Row 3 holds the deepest of the three filled levels corrected in this black phosphorus calculation, yet the many-body correction hardly moves it relative to the highest filled level. LDA puts it 1.27 eV below that level, and G0W0 lowers it by only another 0.045 eV. The filled level of row 1 lies less deep and goes down by 0.089 eV. A correction that simply stretched the energy scale would have moved row 3 the most.

G0W0 levels of black phosphorus (4-atom cell) from Yambo 5.3.0, based on Quantum ESPRESSO LDA states without spin-orbit coupling. The run used PseudoDojo 0.4.1 potentials, a 653 eV plane-wave cutoff, a 3×3×3 k mesh, 130 bands and a 3 Ry screening block. Each column of levels is counted from its own highest filled level.

```tsv
row	state k a (reciprocal cell vector)	state k b (reciprocal cell vector)	state k c (reciprocal cell vector)	state band	state start level (eV)	state corrected level (eV)	state weight z
1	0.000	0.000	0.000	top filled	-0.926	-1.015	0.760
2	0.000	0.000	0.000	first empty	0.785	1.227	0.768
3	0.000	0.333	0.000	top filled	-1.272	-1.317	0.754
4	0.000	0.333	0.000	first empty	0.521	1.004	0.776
5	0.333	-0.333	0.000	top filled	0.000	0.000	0.765
6	0.333	-0.333	0.000	first empty	0.783	1.189	0.765
```

The three "state k" columns give the wave vector in units of the reciprocal cell vectors. "State start level" is the LDA energy and "state corrected level" the G0W0 energy, each counted from the filled level of row 5. The zero shift of that row is therefore a choice of reference, and only differences between shifts carry meaning.

## What happens: a step at the gap

The empty levels show the same irregularity as row 3. Row 4 is the lowest of them in LDA, so it lies nearest to the filled states, and yet it moves up the most, by 0.483 eV. Distance from the gap is a poor guide on either side.

Occupation is a much better one. The filled levels start as much as 1.27 eV apart, but their shifts differ by less than 0.1 eV. Between row 5, which is filled, and row 4, which is empty, the starting energies differ by only 0.52 eV, and there the shift jumps by nearly half an electronvolt. Among these states the correction is close to a step: one value for filled states, another for empty ones. All three filled levels belong to the top filled band. The nine bands below it were occupied but not corrected, so the table cannot show whether the same value holds deeper down.

## Why occupation matters more than energy

A helium atom shows where such a step comes from. An electron in the filled 1s orbital is repelled by one other electron, whereas an electron added from outside is repelled by two. In Hartree-Fock theory, exchange makes this distinction, because it cancels the repulsion of a filled orbital with itself. LDA uses one local potential for filled and empty orbitals alike and so blurs the difference. The atom gives the direction of the effect but not its size, since a crystal screens the interaction and its electrons are spread over many cells.

In the crystal, the whole set of filled states takes over the role of the single 1s orbital. Imagine an interaction that had the same strength at every distance. Exchange would then lower each filled state by the same amount and leave each empty state alone, whatever its energy or wave vector. The real screened interaction falls off with distance, so it acts in this way only approximately, and most closely where filled and empty states are far apart in energy. Theory thus leads to a common step between filled and empty states, which is the main pattern in the table.

Screening sets the height of the step. The other electrons rearrange around an added electron or a hole and weaken the interaction, so the step is far smaller than bare exchange would make it. This response belongs to the crystal as a whole, so it sets one scale for the step at all wave vectors, although the step itself need not be the same everywhere. In a similar layered semiconductor, the first guess would again be a common step, lower where the screening is stronger.

## Why LDA gets much of the band shape right

The short-range part of exchange and correlation does depend on the orbital. LDA has a counterpart to this: its potential is deeper where the electron density is high, so an orbital concentrated there is lowered more. The LDA exchange-correlation energies of the individual states, taken from the same run, show how strongly this varies. The filled state lies lower than the empty one by 0.50 eV at the zone centre (rows 1 and 2), but by 1.23 eV in rows 3 and 4.

Despite this contrast, G0W0 opens the direct gap by 0.53 eV in both places. The self-energy, which replaces the LDA exchange-correlation potential, must therefore vary between these two pairs by about as much as the LDA term does. Most of the orbital dependence cancels in the correction, and what remains is mainly the step. This is why LDA can give a useful band shape together with a gap that is too small.

## How large: one pair worked through

An electron that enters or leaves a level also disturbs the others, so the self-energy depends on the energy at which it is evaluated. As a level moves, part of its correction is taken back. To first order,

$$E_{\mathrm{QP}}=E_{\mathrm{LDA}}+Z\,(\Sigma-v_{\mathrm{xc}}).$$

Here $E_{\mathrm{QP}}$ is the corrected level and $E_{\mathrm{LDA}}$ the starting level. $\Sigma$ and $v_{\mathrm{xc}}$ are the expectation values of the self-energy and of the LDA exchange-correlation potential in that state. The factor $Z$ is the "state weight z" of the table, the share of the excitation that stays in one sharp level.

Rows 5 and 6 make a clean example because both have $Z=0.765$. Subtracting the equation for the filled state from that for the empty one gives the opening of the direct gap as $Z$ times the difference between the self-energy and LDA steps. The opening is 0.406 eV, so before renormalisation it was $0.406/0.765\approx0.53$ eV. The energy dependence of the self-energy has taken back about a quarter of it.

The LDA exchange-correlation step for this pair is 0.846 eV. Adding the 0.53 eV found above gives a self-energy step of about 1.38 eV between the filled and the empty state. LDA thus already contains more than half of the distinction that the self-energy makes here. This arithmetic takes the computed levels apart; it does not predict them independently.

## Where the common step falls short

The simplest model replaces all the corrections by one step, the mean shift of the three empty levels less that of the three filled ones. This step is 0.49 eV. It falls about 0.04 eV short of the direct-gap opening at the zone centre and in rows 3 and 4, and exceeds that in rows 5 and 6 by about 0.08 eV. All three pairs entered the mean, so these misses measure how uneven the correction is and do not test a prediction. The printed output after this text lists the shifts and openings behind the comparison.

The smaller opening in rows 5 and 6 has no established cause. It does go with the smallest direct gap: the pairs with LDA gaps of 1.711 and 1.793 eV both open by about 0.53 eV, the pair with 0.783 eV by only 0.406 eV. The exchange picture above suggests why. An interaction of finite range couples a state to those at neighbouring wave vectors. Where the gap is small, filled and empty orbitals trade character quickly as the wave vector changes, so an empty state gains some exchange, a filled one loses some, and the step shrinks. From the zone centre to these rows the wave vector changes only along the stacking direction, but nothing in the run marks the two states as spread into the space between the layers: each has the deepest LDA exchange-correlation energy of its group. Three pairs cannot prove the link with the gap, and part of the difference could also come from the limited number of bands, the small screening block or the coarse mesh.

The same caution applies to the finest differences. The empty levels of rows 2 and 6 practically coincide in LDA and end 0.04 eV apart in G0W0. They show that equal starting energies need not give equal corrections, but at these settings a separation of this size is not secure. The small difference between the shifts of rows 1 and 3 deserves no more weight. What matters about row 3 is that starting well below the other two filled levels brings it no large shift.

## What to do with these numbers

For a rough band structure, raising all empty LDA levels by about half an electronvolt reproduces the three computed direct gaps to within about 0.1 eV. The height of this step is itself not converged in bands, cutoffs and mesh, so better settings may change it. A uniform shift also keeps the LDA order of the levels, so it is no use where that order hangs on a few hundredths of an electronvolt. For such questions, each state needs its own correction, repeated with more bands, a larger screening block and a denser mesh.

The gap between row 5 and row 4, about 1.0 eV in G0W0, should not be used as the gap of the material. Bulk black phosphorus is known to have a direct gap of roughly 0.3 eV at the zone-boundary point (1/2, −1/2, 0), which this mesh does not contain. Rows 5 and 6 lie two-thirds of the way there from the zone centre, and the G0W0 direct gap has already fallen from 2.24 to 1.19 eV between the two. Almost all of this fall is the rise of the filled level; the empty level has dropped by only 0.038 eV and in row 6 still lies 0.185 eV above row 4. The mesh therefore cannot tell whether this cell has a direct or an indirect gap, nor does the size of the mesh gap show that G0W0 overestimates the true gap.

A calculation meant for comparison with a measured gap must include that boundary point, as an even mesh centred on the zone centre does. It should also start from a checked structure. The cell used here is roughly 4 % longer than the experimental one along the stacking direction and along one direction within the layers, and the gap depends on both lengths. The atoms are also held still, so any effect of lattice vibrations on the measured gap is missing here.

The analysis program printed:

```
Shift of each level relative to row 5:
  row  shift_eV  LDA_xc_eV
    1    -0.089     -11.27
    2     0.442     -10.78
    3    -0.045     -11.59
    4     0.483     -10.36
    5         0      -11.8
    6     0.406     -10.95
Direct gap at Gamma in LDA, eV: 1.711
Direct gap in rows 3-4 in LDA, eV: 1.793
Direct gap in rows 5-6 in LDA, eV: 0.783
Direct gap at Gamma in G0W0, eV: 2.242
Direct gap in rows 3-4 in G0W0, eV: 2.321
Direct gap in rows 5-6 in G0W0, eV: 1.189
Opening of the direct gap at Gamma, eV: 0.531
Opening of the direct gap in rows 3-4, eV: 0.528
Opening of the direct gap in rows 5-6, eV: 0.406
Opening of the mesh gap from row 5 to row 4, eV: 0.483
Mean shift of empty less mean shift of filled levels, eV: 0.4883
Span of the filled starting levels, eV: 1.272
Span of the shifts of filled levels, eV: 0.089
Span of the shifts of empty levels, eV: 0.077
Start of row 2 less start of row 6, eV: 0.002
Corrected level of row 2 less that of row 6, eV: 0.038
LDA exchange-correlation step from filled to empty at Gamma, eV: 0.496
LDA exchange-correlation step from filled to empty in rows 3-4, eV: 1.229
LDA exchange-correlation step from filled to empty in rows 5-6, eV: 0.846
Opening in rows 5-6 before renormalisation by the weight, eV: 0.5307
Self-energy step from filled to empty in rows 5-6, eV: 1.377
```
